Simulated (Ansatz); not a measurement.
# SiPH5O2 (SMILES O[SiH2]OP): methods side by side

The species is SiPH5O2 (9 atoms), meant as a singlet with charge 0. As SMILES, `O[SiH2]OP`. Geometry: relaxed at PBE0-D4/def2-TZVP. This is one conformer, not always the lowest.

Quantity: the vertical ionisation energy (to the doublet cation), in eV. The values are calculated.

```json
{"level": "PBE/6-31G* (spherical functions)", "kind": "GGA", "program": "Ansatz", "value (eV)": "9.20"}
{"level": "revPBE/6-31G* (spherical functions)", "kind": "GGA", "program": "Ansatz", "value (eV)": "9.17"}
{"level": "B3LYP/6-31G* (spherical functions)", "kind": "global hybrid", "program": "Ansatz", "value (eV)": "9.54"}
{"level": "BHLYP/6-31G* (spherical functions)", "kind": "global hybrid", "program": "Ansatz", "value (eV)": "9.66"}
{"level": "CAM-B3LYP/6-31G* (spherical functions)", "kind": "range-separated hybrid", "program": "Ansatz", "value (eV)": "9.67"}
{"level": "wB97M-V/6-31G* (spherical functions)", "kind": "range-separated hybrid", "program": "Ansatz", "value (eV)": "9.69"}
{"level": "PBE-QIDH/6-31G* (spherical functions)", "kind": "double hybrid", "program": "Ansatz", "value (eV)": "9.64"}
{"level": "RPA@PBE/6-31G* (spherical functions)", "kind": "RPA", "program": "Ansatz", "value (eV)": "9.29"}
```

The values span 9.17 to 9.69 eV.

The electron removed most probably comes from the phosphorus lone pair, mixed with oxygen p character through the P–O bond. Trivalent phosphorus normally holds its lone pair less tightly than a silanol or siloxy oxygen does.

The two GGAs give the lowest values, and all the global and range-separated hybrids lie higher, from 9.54 to 9.69 eV, perhaps because semilocal exchange over-stabilises a cation whose hole can spread onto the oxygen. The rise does not simply follow the amount of exact exchange: PBE-QIDH falls slightly below BHLYP, and RPA@PBE, at 9.29 eV, stays close to the GGAs. The close agreement of BHLYP, CAM-B3LYP, wB97M-V and PBE-QIDH shows little sensitivity to the choice among them, but does not by itself establish their accuracy. Nor do these vertical energies fix the adiabatic threshold, which should lie noticeably lower if the hole is on phosphorus, since the pyramidal centre then flattens.
